Q: If a crystal of zincblende CdS is stretched evenly in all directions, each cubic centimetre holds fewer electrons. Does its electronic dielectric constant go down, and by how much?

A: Dilution alone would take about 1 off a constant between 5 and 6 when the volume grows by about a quarter. The calculation instead adds about 0.2. Measured against these runs, the dilution picture gets even the sign of the change wrong. The constant meant here is the response of the electrons with the ions held still, so it isn't the larger constant that a capacitor shows at low frequency. Cubic symmetry makes its xx, yy and zz values equal.

Ansatz 0.2.0, r2SCAN with PAW potentials, without spin polarisation or spin-orbit coupling, for zincblende CdS at its r2SCAN equilibrium volume and with all edges strained equally by up to 4 % either way. The plane-wave cutoff is 500 eV and the k mesh 6×6×6, with fixed occupations. The dielectric constant is the linear response to a uniform field with the ions held still.

```
volume (Å³/atom)  shortest distance (Å)  electronic dielectric xx
          22.465                  2.444                     5.469
          23.174                  2.469                     5.463
          23.899                  2.495                     5.465
          24.638                  2.520                     5.476
          25.392                  2.545                     5.494
          26.161                  2.571                     5.522
          26.946                  2.596                     5.559
          27.746                  2.622                     5.605
          28.562                  2.647                     5.665
```

Q: What exactly does the dilution picture assume?

A: It assumes that the electrons of each cell give the same dipole moment in a given field, however long the bonds are. Polarisation is dipole moment per volume, and the constant less one measures polarisation per field. This gives

ε − 1 = C / V

where ε is the electronic dielectric constant, V the volume per atom and C the response per atom, taken as fixed. For atoms very far apart ε goes to 1, the value of empty space, and that limit is right. What can fail is the assumption that C stays the same on the way there.

Q: Can you work it out for the most stretched crystal?

A: I take C from the r2SCAN equilibrium volume, 25.392 Å³ per atom, so the agreement in that row is built in. For the largest volume the estimate is

ε = 1 + (5.494 − 1) × 25.392 / 28.562 = 4.995

The calculation gives 5.665, so the estimate is too low by 0.67, or 12 % of the computed constant. For the most compressed crystal it is too high, by 0.61. The output printed after this exchange lists the estimate for every row.

Q: Couldn't that simply mean that C was taken from an unsuitable row?

A: A fixed C of the wrong size would shift the estimate in the same direction in every row. Here C is right at equilibrium by construction, and the estimate is too high in each compressed row and too low in each expanded one. Such a change of sign shows that C itself varies with volume. Allowing for the field of neighbouring dipoles, as the Clausius-Mossotti equation does, doesn't help: with fixed polarisabilities the constant would fall even more steeply.

Q: Among the four compressed volumes the constant hardly changes. Is the picture at least harmless there?

A: That is where its failure is easiest to overlook. Over these rows the estimate falls by 0.45, while the computed constants lie within 0.013 of one another. This spread is below the error of about 0.02 that the runs themselves state, so the shallow minimum at the second volume shouldn't be relied on, even though the values change smoothly from row to row. What the rows do show is a near standstill where dilution alone would give a clear fall, so something in these calculations cancels the dilution.

The practical trap is to read density from the constant, or from the refractive index that goes with it. The first and fourth crystals would look alike, although their volumes differ by 10 % (24.638 / 22.465 = 1.10).

Q: How can I make the hidden part visible?

A: Multiply the constant less one by the volume, which gives back C. If the picture held, this product would be the same in all rows. Instead it grows at every step, from 100 to 133 Å³ per atom. That is a rise of 33 %, against 27 % for the volume, so the constant ends slightly higher than it began.

Q: Why should the same atoms respond more strongly when they are farther apart?

A: A field polarises electrons by mixing some of the empty states into the filled ones, and this is easier when the two lie close in energy. Imagine first a crystal whose electrons are bound so tightly to their ions that longer bonds leave these energies unchanged. Its C then has little reason to grow, and dilution lowers the constant. In the opposite limit, stretching brings filled and empty states close together, a weak field shifts much charge, and C can outgrow the volume. For a related crystal, the first thing to ask is therefore how strongly its excitation energies depend on bond length.

Q: Where does CdS stand between these limits?

A: The two effects nearly balance under compression, and the growth of C wins on expansion. A simple bonding picture suggests the reason. The highest filled states are mainly sulphur p states, while the lowest empty state has much cadmium s character and is antibonding towards sulphur. A longer bond weakens the overlap that pushes this empty state up, so it comes closer to the filled ones. The same calculations show the direct gap falling at every step, from 1.81 to 1.26 eV.

Q: Then can I calculate the growth of C from the gap?

A: No, because the gap is the energy of a single transition. The response adds up all pairs of filled and empty states, each weighted by how much charge it can shift and how far. The falling gap supports the direction of the argument. So do the band energies at other k points. At L, on the boundary of the Brillouin zone, the separation between filled and empty bands falls from about 4.54 through 4.17 to 3.80 eV as the crystal is stretched. The weights are expected to change too, since charge moved along a longer bond gives a larger dipole moment, so the growth of C can't be credited to the energies alone.

Q: So far the simple picture has failed. Does r2SCAN itself do better?

A: It has a failure of its own, and the gap reveals it. At the equilibrium volume r2SCAN gives 1.54 eV, while the measured gap is roughly 2.5 eV, a rounded, recalled value. Spin-orbit coupling and zero-point motion are missing from the calculation, but both are expected to narrow the gap a little, so they can't explain why it is too small. The main cause lies in the approximation itself: with a functional of this kind, the energy of an empty state leaves out much of the real cost of placing an extra electron there.

Q: Does that spoil the conclusion about the dielectric constant?

A: It leaves the failure of the fixed response standing within these calculations, but it limits what may be carried over to a real crystal. Energy separations that are too small favour too large a constant, yet there is no reference value here to show the size of that error. The slope needs more caution still, because it is the small remainder of two large effects. The k mesh matters here as well. It contains the point where the gap is smallest, and a coarse mesh is expected to count such a point too heavily, the more so as the gap falls. That error would favour a rise on stretching, and the outputs don't say whether the stated error covers it. Repeating the first and last rows on a denser mesh would test this. If the true response grew by less than the 27 % of the volume, the constant would end lower than it began. The strong growth of C is thus a safer lesson than the slight rise of ε.

Output of the analysis:

```
Fixed response per cell against the calculation:
     row  computed constant  fixed-response estimate  estimate less computed  (constant less 1) x volume in A^3/atom  direct gap in eV
  22.465              5.469                     6.08                  0.6105                                   100.4             1.809
  23.174              5.463                    5.924                  0.4611                                   103.4             1.744
  23.899              5.465                    5.775                  0.3097                                   106.7             1.678
  24.638              5.476                    5.632                  0.1555                                   110.3              1.61
  25.392              5.494                    5.494                       0                                   114.1             1.542
  26.161              5.522                    5.362                 -0.1601                                   118.3             1.472
  26.946              5.559                    5.235                 -0.3242                                   122.8             1.402
  27.746              5.605                    5.113                 -0.4923                                   127.8             1.332
  28.562              5.665                    4.995                 -0.6698                                   133.2             1.261
Volume of the r2SCAN equilibrium row in A^3/atom: 25.39
Growth of volume from first to last row in %: 27.14
Computed change of the constant from first to last row: 0.196
Estimated change of the constant from first to last row: -1.084
Spread of the constant over the four compressed rows: 0.013
Estimated fall over the same four rows: 0.448
Smallest error stated by the runs: 0.017
Largest error stated by the runs: 0.022
Growth of (constant less 1) x volume from first to last row in %: 32.72
Fall of the direct gap from first to last row in eV: 0.5477
Fall of the direct gap from first to last row in %: 30.28
Born charge of Cd in the first row in e: 2.051
Born charge of Cd in the last row in e: 2.321
Direct gap at the equilibrium volume in eV: 1.542
Shortfall of that gap against a rough recalled 2.5 eV in eV: 0.9583
```
